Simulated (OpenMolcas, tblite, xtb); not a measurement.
## A ladder of methods for CH7NSn (SMILES C[NH][SnH3])

The species is CH7NSn (10 atoms), meant as a singlet with charge 0. SMILES: `C[NH][SnH3]`. Geometry: relaxed at PBE0-D4/def2-TZVP.

Quantity: the dipole moment, in D. The values are calculated.

```
                          level            kind     program  value (D)   CPU time
                       GFN1-xTB  semi-empirical      tblite       1.30  under 2 s
                       GFN0-xTB  semi-empirical         xtb       1.41  under 2 s
   HF/def2-SVP (core potential)    Hartree–Fock  OpenMolcas       0.93        8 s
SVWN5/def2-SVP (core potential)             LDA  OpenMolcas       0.84       31 s
  PBE/def2-SVP (core potential)             GGA  OpenMolcas       0.81       46 s
 TPSS/def2-SVP (core potential)        meta-GGA  OpenMolcas       0.83       64 s
BHLYP/def2-SVP (core potential)   global hybrid  OpenMolcas       0.86       38 s
```

The values span 0.81 to 1.41 D. Magnitudes only. Times are those of the runs behind each value, whatever else they computed, on shared processors of several kinds: orders of magnitude only.

All the methods give a polar molecule, but they fall into two groups. The Hartree–Fock and density-functional values lie between 0.81 and 0.93 D, while the two tight-binding values are clearly larger, at 1.30 and 1.41 D. Because the geometry is shared, this gap reflects the description of the charge distribution rather than the structure, probably through the minimal basis and parametrised electrostatics of the tight-binding models.

The moment is a vector sum of competing contributions. Nitrogen draws density from tin, carbon and its own hydrogen, and its lone pair adds a directional term. The hydrogens on tin are hydridic, so the stannyl group's Sn–H bond moments partly oppose the Sn–N bond moment. Modest changes in bond polarity can therefore alter the total noticeably, and a similar total need not mean similar bond polarities.

The close agreement among the density functionals shows little sensitivity to the choice of functional, but it doesn't establish convergence with respect to basis set, since polarisation and diffuse functions can shift a dipole in all of them together.
